Resonant charge exchange in caesium vapour: reading the exchange splitting from beam data

A Cs⁺ ion crossing its own vapour takes the valence electron from an atom with a cross section σ of several 10⁻¹⁴ cm², and this process limits the ion mean free path in caesium discharges and sheaths. The cross section is fixed by the splitting of two terms of Cs₂⁺ at large distance, so a set of σ(E) values carries information on that splitting. We ask how much. Hartree atomic units (ħ = mₑ = e²/4πε₀ = 1, length a₀) are used in formulas; cross sections are in Å² = 10⁻¹⁶ cm².

1. The data

The table lists σ for Cs⁺ of laboratory energy E on Cs atoms at rest. The values were made for this exercise from the working relation (5) below, given scatter and rounded. They are not measurements. Their size and slope were chosen to be typical of caesium. Each carries an independent error of 2 % (one standard deviation). The relative speed is v = √(2E/M) with M ≈ 132.905 u, and x = ln(v/v₁₀₀) = ½ ln(E/100 eV).

E (eV) | σ (Å²) | v (10⁵ cm/s) | x | √σ (Å)
10 | 366 | 3.810 | −1.151 | 19.13
30 | 337 | 6.600 | −0.602 | 18.36
100 | 293 | 12.05 | 0 | 17.12
300 | 264 | 20.87 | 0.549 | 16.25
1000 | 240 | 38.10 | 1.151 | 15.49

The unknowns are the decay constant γ and the amplitude of the splitting. Unrounded intermediates are carried throughout.

2. The forward model

Transfer probability. One s electron moves in the field of two identical closed-shell cores at distance R. The states ψa and ψb, with the electron on one core or the other, combine to ψg,u = (ψa ± ψb)/√2, with splitting Δ(R) = Eu − Eg. If the nuclei move slowly, g and u are not mixed, by symmetry, and each acquires its own phase. An electron starting in ψa = (ψg + ψu)/√2 ends with amplitude [exp(−i∫Eg dt) − exp(−i∫Eu dt)]/2 on ψb, so

P(b) = sin²ζ(b),  ζ(b) = ½ ∫ Δ(R) dt  (1)

over the whole trajectory of impact parameter b (ζ = ∫Δ dt/2ħ in ordinary units).

The splitting. Subtract the Schrödinger equations for ψg and ψu, integrate over the half-space containing core a, where ∫ψgψu = ½, and convert to a flux through the midplane (the Holstein–Herring surface integral). With z along the axis, Δ = −2∫ψa ∂ψa/∂z dS ≈ 2γ∫ψa² dS. Far from its core the electron sees a unit charge, so the atomic tail is ψ = N r^(1/γ−1) e^(−γr)/√(4π), with γ = √(2I), I the ionisation energy and N the tail amplitude. The second core adds the potential −1/(R − r) on the axis and lowers the energy by 1/R. Writing ψa = χψ and keeping the leading gradient term gives γχ′/χ = 1/(R − r) − 1/R, hence χ(R/2) = 2^(1/γ) e^(−1/2γ). On the midplane r ≈ R/2 + ρ²/R, and ∫exp(−2γρ²/R) 2πρ dρ = πR/2γ. Collecting factors,

Δ(R) = D Rⁿ e^(−γR),  n = 2/γ − 1,  D = N² e^(−1/γ).  (2)

For hydrogen (γ = 1, N = 2) this is the known (4/e) R e^(−R) of H₂⁺. The power n is tied to γ and is large for a weakly bound electron.

The phase. On a straight line R² = b² + v²t², so R ≈ b + v²t²/2b near closest approach. The Gaussian integral gives

ζ(b) = (Δ(b)/v) √(πb/2γ) = (D/v) √(π/2γ) b^p e^(−γb),  p = n + ½ = 2/γ − ½.  (3)

The cross section. Integrating σ = 2π∫sin²ζ b db by parts gives σ = π∫₀^∞ b(ζ)² sin 2ζ dζ, where the rapid oscillation at large ζ (small b) is averaged, for instance with a factor e^(−εζ), ε → 0. Near the edge let ζ = ζ₀ exp[−κ(b − b₀)], with κ = −d ln ζ/db, so b = b₀ − u/κ with u = ln(ζ/ζ₀). The moments of u follow from ∫₀^∞ y^s sin y dy = Γ(1+s) cos(πs/2), whose logarithm is −Cs − π²s²/24 + …, C being Euler's constant. With the weight 2 sin 2ζ dζ, which has unit integral, the mean of ln ζ is −C − ln 2 and the second cumulant is −π²/12 (the weight is not positive). Choosing ζ₀ so that the mean of u vanishes,

σ = (π/2)[b₀² − π²/12κ²] ≈ (π/2) b₀²,  ζ(b₀) = ζ₀ = e^(−C)/2 = 0.2807.  (4)

The leading term is the area πb₀² times the mean probability ½. Equations (3) and (4) give the working relation

ln v = ln[D √(π/2γ)/ζ₀] + p ln b₀ − γb₀,  b₀ = √(2σ/π).  (5)

The right side has a maximum at b₀ = p/γ, and the outer root is meant. Differentiating,

√σ = A − B ln(v/v₁₀₀) locally,  B = √(π/2)/κ,  κ = γ − (2/γ − ½)/b₀.  (6)

The familiar B = √(π/2)/γ is the limit γb₀ ≫ p. Whether that limit is reached must be tested on the data.

3. Inversion

Step 1, the straight line. A 2 % error in σ is 1 % in √σ. We give all points the same error s = 0.01 × mean √σ, which lets the mean and the slope be treated as uncorrelated. The centroid is x̄ = −0.0105, mean √σ = 17.27 Å, s = 0.173 Å, and Sxx = Σ(x − x̄)² = 3.315. Least squares gives

A = 17.25 Å,  B = 1.631 Å,  δB = s/√Sxx = 0.095 Å (5.8 %),

with χ² = 2.0 for three degrees of freedom. A line describes the data.

Step 2, local quantities. At the centroid b̄ = √(2/π) × mean √σ = 26.04 a₀, and κ = √(π/2)/B = 0.4066 a₀⁻¹. These two numbers are the content of the fit: a radius and the logarithmic slope of the phase there.

Step 3, the decay constant. Setting γ = κ would give I = κ²/2 = 2.25 eV. The full relation (6) is a quadratic,

γ² − (κ − 1/2b̄) γ − 2/b̄ = 0,

with coefficients 0.3874 and 0.0768 and roots 0.532 and −0.144. Then

γ = 0.532 a₀⁻¹,  n = 2.76,  p = 3.26,  I = γ²/2 = 3.85 eV.

The term p/b̄ is 24 % of γ. Ignoring it lowers the inferred I by 42 %, about six times the relative statistical error found below. The maximum of (5) lies at p/γ = 6.1 a₀, well inside the radii probed.

Step 4, the amplitude. The speed at the centroid is v̄ = v₁₀₀ e^x̄ = 5.45×10⁻³ a.u. From (3) and (4), Δ(b̄) = ζ₀ v̄ √(2γ/πb̄) = 1.745×10⁻⁴ hartree = 4.7 meV. Then ln D = ln Δ(b̄) − n ln b̄ + γb̄ = −8.654 − 8.998 + 13.849 = −3.803, so D = 0.0223 and N = √D e^(1/2γ) = 0.38.

Step 5, closure. Solving (5) with these parameters returns σ = 365, 332, 298, 267 and 235 Å² at the five energies. The largest departure from the table is 2.0 %, at 1000 eV. Using a straight line for a slightly curved relation costs little: a line fitted to the recomputed points has a slope 0.2 % steeper than the local slope at the centroid, and their mean radius lies 0.02 a₀ below b̄.

These values of γ, I and N belong to the model and the made data. Since the data were built to be typical of caesium, a resemblance to caesium's properties is built in and tests nothing.

4. Uniqueness

Within the model (2)–(5) the solution is unique. The product of the roots of the quadratic is −2/b̄ < 0, so exactly one root is positive for any b̄ and κ, and D then follows explicitly. The constant ζ₀ multiplies D only: the value 1/π, also in use as a cutoff, would raise D by 13 % and leave γ alone.

Uniqueness is lost if n is freed. Every pair with γ − (n + ½)/b̄ = κ reproduces the same radius and slope. A pure exponential, n = 0, gives γ = 0.426 and I = 2.47 eV. Only curvature could separate such pairs. From db₀/dx = −1/κ and dκ/db₀ = p/b₀² one finds d²b₀/dx² = −p/(b₀²κ³), so the x² coefficient of √σ is −√(π/2) p/(2b̄²κ³) = −0.024 Å. A parabola fitted to these five points would determine that coefficient to ±0.14 Å, about six times too coarse. The link n = 2/γ − 1 is therefore theory put into the inversion, and the data do not check it.

5. How errors carry through

Scatter. Since κ ∝ 1/B, δκ = 0.0237 a₀⁻¹. Differentiating (6) at fixed b̄,

∂γ/∂κ = J = 1/(1 + 2/γ²b̄) = 0.786,

so δγ = 0.019. The error of the radius, δb̄ = 0.01 b̄/√5 = 0.12 a₀, enters through ∂γ/∂b̄ = −Jp/b̄² and adds only 0.0004. With δI/I = 2δγ/γ = 7.0 %,

γ = 0.532 ± 0.019 a₀⁻¹,  I = 3.85 ± 0.27 eV.

A 2 % error per point has become 7 % in I, because two decades of energy span only 2.3 units of ln v.

The amplitude fares worse, since D extrapolates the splitting from b̄ back to R = 1 a₀. At fixed b̄ and v̄,

∂ln D/∂γ = b̄ + (2/γ²) ln b̄ + 1/2γ = 26.04 + 23.05 + 0.94 = 50.02,

so δ ln D = 0.93, a factor 2.5 either way. For N the derivative is ½(50.02 − 1/γ²) = 23.2, a factor 1.5. The errors of γ and ln D are almost fully correlated, and they must not be varied separately when the parameters are reused.

The well-determined combination is the splitting at a fixed distance R equal to the fitted b̄. A shift of b̄ changes its logarithm by κ δb̄ = 0.047, and the factor √γ adds δγ/2γ = 0.017, together 5 %. If γ were known independently, as it is from spectroscopy, D would inherit an error near the first of these figures instead of a factor 2.5. That is the sensible use of such data.

Normalisation. Beam data share one factor, the product of vapour density and path length. If every σ is too large by a fraction ε, then b̄ and B grow by η = ε/2 and κ falls by η, so δγ = −J(κ + p/b̄)η = −Jγη. For ε = 10 % the inferred γ is 3.9 % low and I is 7.9 % low, while ln Δ at fixed R rises by (κb̄ − J/2)η = 0.51, all to first order. The fit quality does not change, so χ² gives no warning. A plausible scale error equals the scatter in its effect on I and far exceeds it in its effect on Δ.

6. Neglected terms

The phase integral. With vt = b sinh τ, the exact straight-line integral of (2) equals (3) times a factor F = 1 + (4n + 3)/(8γb) + …. At b̄ the first term is 0.127 and numerical integration gives F = 1.145. The splitting at b̄ then drops from 4.7 to 4.1 meV, a shift larger than its statistical error. Because F falls with b, it adds 0.0055 a₀⁻¹ to κ and lowers the inferred γ by 0.004.

The tail. With ν = 1/γ, the Coulomb radial equation for an s state requires the tail factor 1 − ν²(ν − 1)/2r + …. At r = R/2, squared, it changes ln Δ by −2ν(ν − 1)/γR, which is −0.24 at b̄. Its variation with R lowers κ by 0.009 and raises γ by 0.007. Further 1/R terms from χ and the surface integral are not evaluated here. The model uncertainty of γ is thus near 0.01, about half the statistical one, and N is an effective amplitude. The local Δ(b̄) is insensitive to this term, which changes how Δ is written and barely its value at b̄.

The averaging. The term π²/12κ²b̄² in (4) is 0.7 % of σ.

The trajectory. At 10 eV, b₀ = 28.8 a₀ and the angular momentum μvb₀ (μ = M/2) is 6.1×10³ ħ, so a classical path is justified. The polarisation potential U = −α/2R⁴, with a typical α ≈ 400 a₀³, is −7.9 meV at that radius. Conservation of energy and angular momentum gives b² = R²(1 + |U|/Ecm) at closest approach R, with Ecm = E/2, so σ is raised by about 0.16 %. Target motion at an assumed 500 K raises the mean square relative speed by (3kT/2)/E = 0.6 % and shifts √σ by 0.005 Å.

Two states. At 1000 eV, v = 0.0174 a.u. With an approximate 6s–6p gap of 1.4 eV and the length 1/γ, the adiabaticity parameter ΔE/γv is 5.6. It falls as E^(−1/2), so extending the energy range upward to gain lever arm soon strains the two-state picture.

7. Momentum transfer and extrapolation

Let the nuclei be deflected by θ in the centre-of-mass frame. Without transfer the ion leaves at θ, with transfer at π − θ. The momentum-transfer cross section is

Q = 2π∫[(1 − P)(1 − cos θ) + P(1 + cos θ)] b db = 2σ + 2π∫(1 − 2P)(1 − cos θ) b db.

Inside b₀ the factor 1 − 2P = cos 2ζ oscillates about zero, and outside b₀ the angle is small, so Q ≈ 2σ. The outer part can be sized: the impulse deflection is θ = (3π/4)|U(b)|/Ecm ∝ b⁻⁴, and 2π∫(θ²/2) b db from b₀ outward equals πb₀² θ(b₀)²/6.

Take the mean thermal energy Ecm = 3kT/2 = 0.0646 eV at 500 K, for which x = ½ ln(2Ecm/100 eV) = −3.33. Relation (5) gives b₀ = 33.9 a₀, σ = 505 Å² and Q ≈ 1.01×10⁻¹³ cm², the model's values. The bare straight line gives 514 Å². The statistical error of √σ there is s√(1/5 + (x − x̄)²/Sxx) = 0.32 Å, or 3 % in σ. The trajectory is now the larger effect: |U(b₀)|/Ecm = 6 %, by which σ and Q rise, while θ(b₀) = 0.15 rad adds 0.4 % to Q. The cross section extrapolates well although γ and D separately are poorly fixed, because σ depends on the splitting only through a logarithm. The same logarithm makes the inversion ill-conditioned.

The analysis carries over to Cu⁺ in Cu, of interest in ionised sputter deposition of wiring, where ground-state atoms also have one s electron outside a closed-shell ion. With an approximate I ≈ 7.7 eV, γ = 0.752 and p = 2.16. For an illustrative b₀ = 17 a₀, p/γb₀ = 17 %, and reading the slope as √(π/2)/γ would lower the inferred I by 31 % in this model.